## Intrinsic precursor: initial sticking versus surface temperature

### Statement

A molecule traps with probability $\alpha$ into a precursor equilibrated at $T_s$ above empty sites. It then desorbs ($k_d=\nu_d e^{-E_d/RT_s}$) or dissociates irreversibly ($k_a=\nu_a e^{-E_a/RT_s}$). Both molar barriers are counted from the bottom of the precursor well, $\Delta E=E_d-E_a$, and direct dissociation is neglected (low incidence energy). At zero coverage

$$S_0=\frac{\alpha}{1+r},\qquad r=\frac{\nu_d}{\nu_a}e^{-\Delta E/RT_s},\qquad \ln\left(\frac{\alpha}{S_0}-1\right)=\ln\frac{\nu_d}{\nu_a}-\frac{\Delta E}{RT_s}.$$

With constant prefactors the last expression is linear in $1/T_s$ with slope $-\Delta E/R$. With $\alpha$ also constant, $S_0$ falls with $T_s$ if $E_a<E_d$ and rises if $E_a>E_d$. For C$_2$H$_6$ on Ir(110) at 300 K the hand estimate is 0.18 and the model value 0.088.

### Proof

For a flux $F$ per site, $\dot\theta=\alpha F-(k_d+k_a)\theta$ with $\theta(0)=0$ gives $\theta=\alpha F\tau(1-e^{-t/\tau})$, $\tau=1/(k_d+k_a)$. For $t\gg\tau$, $S_0=k_a\theta/F=\alpha/(1+k_d/k_a)$, and $k_d/k_a=r$. Differentiation gives

$$\frac{dS_0}{dT_s}=-S_0\,\frac{r}{1+r}\,\frac{\Delta E}{RT_s^2},$$

whose sign is opposite to that of $\Delta E$.

### Estimate by hand

In transition-state theory the precursor partition function cancels in $k_d/k_a$. The desorbing molecule translates freely in two dimensions, whereas C–H cleavage pins it to a site of area $A$, so $\nu_d/\nu_a\sim A/\Lambda^2$. For 30 u at 300 K, $\Lambda=h/\sqrt{2\pi mk_BT_s}\approx0.018$ nm. The approximate lattice constant $a=0.384$ nm gives $A=a^2/\sqrt2\approx0.1$ nm$^2$ (two sites per $(1\times2)$ cell), so the ratio is $3\times10^2$. Take $\Delta E\approx10$ kJ/mol (typical, rounded), $RT_s\approx2.5$ kJ/mol and $\alpha\approx1$. Desorption dominates, so the 1 is dropped: $S_0\approx e^4/300\approx55/300\approx0.18$.

### Careful calculation

The inputs are typical effective values, chosen to reproduce the typical behaviour of this system: $\alpha=0.95$, $\Delta E=9.2$ kJ/mol, $\nu_d/\nu_a=390$. The slope is $-1.11\times10^3$ K, and $S_0=\alpha/2$ at $T_s=\Delta E/[R\ln(\nu_d/\nu_a)]=185$ K. At 300 K, $\Delta E/RT_s=3.688$, $r=9.76$ and $S_0=0.088$.

| $T_s$/K | 150 | 200 | 300 | 500 |
|---|---|---|---|---|
| $r$ | 0.244 | 1.54 | 9.76 | 42.7 |
| $S_0$ | 0.76 | 0.37 | 0.088 | 0.022 |

Steady state is safe at 300 K: approximate values $E_d=32$ kJ/mol and $\nu_d=10^{13}$ s$^{-1}$ give $\tau=3\times10^{-8}$ s. These numbers are the model's, and since the inputs were so chosen they do not test the mechanism.

### Why the two differ

The quotient of $e^4/300$ and the model value factorises exactly:

| origin | factor |
|---|---|
| exponent, $e^{4-3.688}$ | 1.37 |
| prefactor, $390/300$ | 1.30 |
| dropped 1, $(1+r)/r$ | 1.10 |
| trapping, $1/\alpha$ | 1.05 |
| product | 2.06 |

All four push the estimate upwards, so nothing cancels. Exponent and prefactor supply 79 % of the logarithm of the product. The exponent matters most because the energy was rounded by 0.8 kJ/mol and $\partial\ln S_0/\partial\Delta E=r/[(1+r)RT_s]=0.36$ per kJ/mol. The same sensitivity limits the model value to one figure, 0.09.

The modest prefactor term is partly fortuitous. The estimate omits the free rotation of the desorbing molecule, $q_{\rm rot}=(\sqrt\pi/6)\sqrt{T_s^3/\Theta_A\Theta_B^2}\approx8\times10^2$ for approximate $\Theta_A=3.8$ K, $\Theta_B=0.95$ K and symmetry number 6. This omission is harmless only if the five frustrated modes that replace two translations and three rotations at the reactive saddle contribute $q_{\rm rot}^{1/5}\approx4$ each.

The prefactor ratio is also not strictly constant. If $\nu_d/\nu_a\propto T_s^{\,n}$, the local slope is $-(\Delta E+nRT_s)/R$. The factor $A/\Lambda^2$ alone has $n=1$, a shift of 2.5 kJ/mol at 300 K, or 27 % of 9.2 kJ/mol. A slope therefore yields an effective $\Delta E$, not the bare difference of barrier heights.